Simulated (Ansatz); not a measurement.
A series in wave cutoff on BAs

All results are calculated (Ansatz 0.2.0). One setting of a density functional single point varied, free energy counted from the run at the reference value, pressure positive in compression; periodic cell, basis, potentials, k mesh and filling as listed.

Structure of every row (space group F-43m, No. 216):
```
cell vectors (Å)
   0.0000     2.3885     2.3885
   2.3885     0.0000     2.3885
   2.3885     2.3885     0.0000
atoms (fractions of the cell vectors)
B   0.00000  0.00000  0.00000
As  0.25000  0.25000  0.25000
```

Settings of every row: functional r2SCAN; dispersion none; potentials PAW; k mesh 6x6x6; k shift 0x0x0; occupations fixed; smearing width 0 eV; spin none; varied setting wave cutoff; reference wave cutoff 500 eV.

Limits: cutoff under the advised one.

| row | wave cutoff (eV) | energy less reference (meV/atom) |
| --- | --- | --- |
| 1 | 250 | 435.61 |
| 2 | 300 | ? |
| 3 | 350 | 10.2 |
| 4 | 400 | 1.97 |
| 5 | 450 | 0.45 |
| 6 | 500 | 0 |

Question: what energy less reference should row 2 give?

Worked fit of energy less reference. Measure energy less reference from the row at the highest cutoff, 0.00 meV/atom, and take the logarithm of what remains: 250 → 6.08, 350 → 2.32, 400 → 0.68, 450 → -0.80. A straight line through these is ln|rest| = 14.616 − 0.03461 × cutoff, so the rest falls by a factor of e every 28.9 eV; from 4 rows that is a rough guide, not a law, and the row at the highest cutoff isn't the limit itself. At 300 eV the line gives ln|rest| = 4.233, a rest of 68.92 meV/atom, and so 0.00 + 68.92 = 68.92 meV/atom.

The calculation gave 60.55 meV/atom. The fit lies 8.37 meV/atom (14 % of the value, 1.9 % of the column's range) above it; its largest miss of a shown row is 46.64 meV/atom.
